# Why the dip does not reach the Fermi level in CaMg₂Ag₂

## The decision

Suppose you want to turn this layered metal into a poor conductor by a small change of composition. One route is to move the Fermi level into a dip in the density of states, where few electrons are available to carry current. It works only if such a dip lies within reach of a small change in the electron count. There is a deep dip in this compound, but it lies about 2.8 eV too low. Nearly four electrons per cell would have to go before the Fermi level reached it, and that means a different compound, not a doped one.

Density of states of CaMg₂Ag₂ (unrelaxed five-atom cell), from non-spin-polarised, scalar-relativistic r2SCAN calculations in Ansatz 0.2.0 with PAW datasets, a 500 eV plane-wave cutoff, a 9 × 9 × 5 k-mesh and Gaussian smearing of 0.1264 eV. Values are tetrahedron-method means over 0.50 eV bins; orbital projections are summed over all atoms of the element.

| bin centre from the Fermi level (eV) | total (states/eV/cell) | on Ag d (states/eV/cell) | on Ag s (states/eV/cell) | on Mg s (states/eV/cell) | on Ca s (states/eV/cell) |
| --- | --- | --- | --- | --- | --- |
| -7.28 | 0.00 | 0.00 | 0.00 | 0.00 | 0.00 |
| -6.78 | 0.33 | 0.01 | 0.13 | 0.15 | 0.03 |
| -6.28 | 2.36 | 1.18 | 0.44 | 0.67 | 0.06 |
| -5.78 | 27.20 | 26.05 | 0.31 | 0.51 | 0.11 |
| -5.28 | 11.78 | 11.31 | 0.19 | 0.16 | 0.08 |
| -4.78 | 1.08 | 0.36 | 0.35 | 0.25 | 0.11 |
| -4.28 | 1.44 | 0.28 | 0.62 | 0.37 | 0.13 |
| -3.77 | 1.27 | 0.15 | 0.69 | 0.27 | 0.12 |
| -3.27 | 2.12 | 0.12 | 1.51 | 0.22 | 0.19 |
| -2.77 | 0.44 | 0.02 | 0.35 | 0.03 | 0.02 |
| -2.27 | 0.71 | 0.03 | 0.10 | 0.36 | 0.12 |
| -1.77 | 1.90 | 0.08 | 0.30 | 0.83 | 0.36 |
| -1.27 | 1.55 | 0.04 | 0.36 | 0.51 | 0.27 |
| -0.78 | 2.00 | 0.04 | 0.38 | 0.47 | 0.30 |
| -0.28 | 1.69 | 0.03 | 0.28 | 0.36 | 0.18 |
| 0.23 | 2.10 | 0.03 | 0.27 | 0.35 | 0.16 |
| 0.72 | 2.73 | 0.03 | 0.20 | 0.30 | 0.17 |
| 1.23 | 3.22 | 0.02 | 0.16 | 0.21 | 0.11 |
| 1.73 | 3.20 | 0.02 | 0.10 | 0.10 | 0.07 |
| 2.23 | 2.82 | 0.01 | 0.05 | 0.05 | 0.06 |
| 2.73 | 1.48 | 0.01 | 0.03 | 0.03 | 0.01 |
| 3.23 | 1.70 | 0.01 | 0.02 | 0.05 | 0.05 |

The density of states counts how many electron states a cell offers in each interval of energy. Here $E$ is the energy measured from the Fermi level, the boundary between filled and empty states. Each value is a mean over a bin 0.50 eV wide, so half of it is the number of electrons that the bin can hold. The columns headed "on" an orbital tell where those electrons sit.

Read from the bottom upwards, the total has three features to explain. A tall, narrow peak stands near −5.8 eV. A low, broad stretch follows and breaks down at −2.77 eV. The states then return, and the Fermi level falls among them.

## The peak: two full silver shells

The peak belongs to silver. Summed up to the Fermi level and multiplied by the bin width, the Ag d column gives 19.85 electrons, which is two silver atoms with ten d electrons each. About 97% of this weight lies in just three bins, from −6.28 to −5.28 eV. The d shells are full and take little part in what happens near the Fermi level.

The peak is narrow because electrons in compact orbitals hardly move from atom to atom. A band becomes wide when orbitals on neighbouring atoms overlap strongly. In this structure the nearest silver atoms are 4.2 Å apart, against roughly 2.9 Å in silver metal, and the overlap of d orbitals falls steeply with distance. Twenty electrons therefore crowd into little more than 1 eV, while the eight outer electrons of the cell spread over about 7 eV. That contrast makes the peak tall.

Two limits apply to this feature. The calculation leaves out spin–orbit coupling, which splits silver d levels by about as much as one bin, so the division of the peak between −5.78 and −5.28 eV should not be read as chemistry. Density functionals of this kind also tend to place silver d states too close to the Fermi level. The real peak may lie deeper, but it would still hold twenty electrons.

## The broad stretch: eight nearly free electrons

Once the d shells are set aside, eight electrons remain. Calcium brings two, the two magnesium atoms bring four and the two silver atoms bring two. These come from large outer s orbitals that overlap with all their neighbours, so their bands are wide. The simplest model ignores the atoms and lets the eight electrons move freely in the volume of the cell.

The estimate takes three steps. The volume is $V = 5 \times 23.06 = 115.3$ Å³, and the number of electrons is $N = 8$. Electrons fill the states of longest wavelength first, two per state, up to the wave number

$$k_F = \left(\frac{3\pi^2 N}{V}\right)^{1/3} = 1.271\ \text{Å}^{-1}.$$

With $\hbar$ the reduced Planck constant and $m$ the electron mass, the depth of the filled band is

$$E_F = \frac{\hbar^2 k_F^2}{2m} = 3.81 \times 1.271^2 \approx 6.2\ \text{eV}.$$

The density of free-electron states grows as the square root of the energy above the band bottom. At the Fermi level it is therefore

$$g = \frac{3N}{2E_F} = \frac{3 \times 8}{2 \times 6.2} \approx 1.9\ \text{states/eV/cell}.$$

No row of the table was used to set this value. The two bins on either side of the Fermi level have totals of 1.69 and 2.10, so the estimate has the right size. From −1.77 to 0.23 eV the total without its Ag d part stays within 15% of the free-electron curve. The general level of the density of states near the Fermi level is thus close to what the number of outer electrons and the volume alone would give.

The model starts the band too high. It puts the bottom near −6.2 eV, whereas the calculation already has states in the bin at −6.78 eV. Mixing with the silver d shells is not a good explanation, since only 0.01 of the 0.33 states/eV/cell in that bin is on Ag d. A more likely reason is the uneven attraction of the atoms, which the model leaves out and which lowers the states at the bottom of the band. The table does not test this.

## The dip: where the atoms make themselves felt

The free-electron curve is smooth, so it has no dip. In the bin at −2.77 eV the calculation has only 0.42 states/eV/cell outside Ag d, where the model has 1.45. Just below, at −3.27 eV, the balance is reversed: 2.00 against 1.34. States have been cleared out of one energy range and have piled up beside it.

This is what a regular lattice does to electron waves. When the wavelength fits the spacing of the atoms, the wave is reflected and becomes a standing wave. One standing wave gathers its charge where the attraction is strong and drops in energy; its partner gathers charge elsewhere and rises. A gap opens between them in that direction of travel. In other directions it opens at other energies, so the density of states usually dips instead of vanishing. Means over half an electronvolt do not tell whether a narrow true gap is hidden inside this bin.

A rough check for one direction shows that the effect falls at about the right energy. The silver layers lie roughly half a cell height apart, and the cell is 7.04 Å high. A wave of that length running across the layers is reflected, because the echoes from successive layers are in step. Its free-electron energy is $3.81 \times (2\pi/7.04)^2 \approx 3.0$ eV above the model's band bottom. That places it between the pile-up at −3.27 eV and the dip at −2.77 eV.

The electron count tells which states have been separated. From the bottom of the table to the top of the dip bin there are 24.0 electrons. Twenty belong to the silver d shells, which leaves four. Each band takes two electrons per cell, so the states below the dip amount to two wide bands.

## Which atoms own the two bands

The cell contains two silver atoms and also two magnesium atoms, so the number two does not settle the ownership. The orbital columns do better. At −3.27 eV, just below the dip, Ag s outweighs Mg s by about seven to one. At −1.77 eV, just above it, Mg s outweighs Ag s by nearly three to one. From there to the Fermi level Mg s stays ahead. The lowest states are an exception to this division: in the bins from −6.78 to −5.78 eV Mg s is also ahead of Ag s. These states are shared mainly by magnesium and silver, with little on calcium, so the lean towards silver holds for the two lower bands taken together and not for each of their states.

The standing waves fit this change of the leading atom. Of the pair that runs across the layers, one has its crests close to the silver layers and the other has its nodes there. The first should be the lower one if silver attracts the electrons more strongly. In the language of bonds, this is the usual sign of two unequal partners that share electrons. The lower combination leans towards the atom that holds electrons more tightly, and the upper one towards the other. Silver is probably the stronger partner because its d shell screens the nucleus poorly, so its outer s orbital, half full in the free atom, readily accepts a second electron. Magnesium starts with a full s orbital and has no such vacancy.

The populations agree with this picture. Summed up to the Fermi level, the Ag s column gives about 1.5 electrons per silver atom, where the free atom has one. The Mg s column gives about 1.3 per magnesium atom, where the free atom has two. Dividing the charge density into one region per atom, by Bader's method, gives a larger transfer. Each magnesium atom then loses about 1.4 electrons, calcium loses about as many, and each silver atom gains about 2.1. The two measures share out the charge between the atoms differently, so the direction of the transfer is more certain than its size.

Counted by orbitals, the separation is far from complete. Up to the top of the dip bin there are 2.3 electrons on Ag s and still 1.3 on Mg s. It is better to speak of two bonding bands that lean towards silver than of silver ions with filled shells. That they are bonding is argued from the energies and the mixed weights, since an orbital weight carries no sign.

## Why the Fermi level lies higher

Eight outer electrons are available and the two bands below the dip take four. The other four have to enter the states above it. They fill these up to the Fermi level, where the density of states is back at the free-electron level. Four electrons could just fill two more bands, but here the bands above the dip overlap in energy with still higher ones. Several bands therefore stay partly filled, and the compound is a metal.

The character of the states changes on the way up. At −3.27 eV the four orbital columns add up to nearly the whole total. At −0.28 eV they add up to 0.85 out of 1.69, or about half. The electrons at the Fermi level are therefore only partly s electrons.

The free-electron picture offers a reason for this as well, though p orbitals were not projected here. A slow wave is almost constant across an atom and looks like an s orbital. A faster wave changes sign within a few ångströms, so at many atoms it looks like a p orbital. Silver and magnesium p states should therefore gain weight as the energy rises. Above the Fermi level the total climbs to 3.22 at 1.23 eV, well over the free-electron value of 2.14, and the empty d orbitals of calcium are a probable contributor.

## The same structure with antimony

A useful neighbour has antimony on the silver sites. Antimony brings five outer electrons instead of one, so the cell has sixteen in place of eight. By the usual electron count they would fill two s-like bands and six p-like bands on antimony, which completes the octet of the more electronegative atom. The Fermi level should then come to rest in a gap and make the compound a semiconductor. That is an expectation from chemistry; the antimony compound is not among the calculations shown here.

The silver compound may keep a trace of that pattern. A second, shallower dip appears at 2.73 eV, where the count from the bottom has reached between 35 and 36 electrons. Sixteen outer electrons and twenty d electrons would make 36. The closeness is suggestive, but p bands of silver have not been identified here, and the dip is far from empty.

For a related compound the order of reasoning is the same. First set aside the full d shells, then count the low s bands of the atom that attracts electrons most, and see how many electrons are left over. If none are left, the Fermi level should lie in the dip above those s bands, provided that the dip survives the change of elements. If several are left, it should lie well above that dip, either among other states, as with silver, or in a higher gap, as expected with antimony.

## What this means for the material

Bringing the Fermi level down to the dip would take the removal of 3.9 of the eight outer electrons in each cell. A few percent of a dopant changes the count by a few tenths of an electron at most. Such a dopant may well change the resistance by scattering electrons, but it will not bring the dip into play.

The cell was made by swapping elements in another structure, and whether such a compound would form was not tested. It was not relaxed, and it is under a pressure of about 4 GPa. If it were allowed to expand, the wide bands would become somewhat narrower and the energies in the table would shift. The number of outer electrons would stay at eight. The exact depth of the dip is thus less certain than the conclusion that about four electrons lie above it.
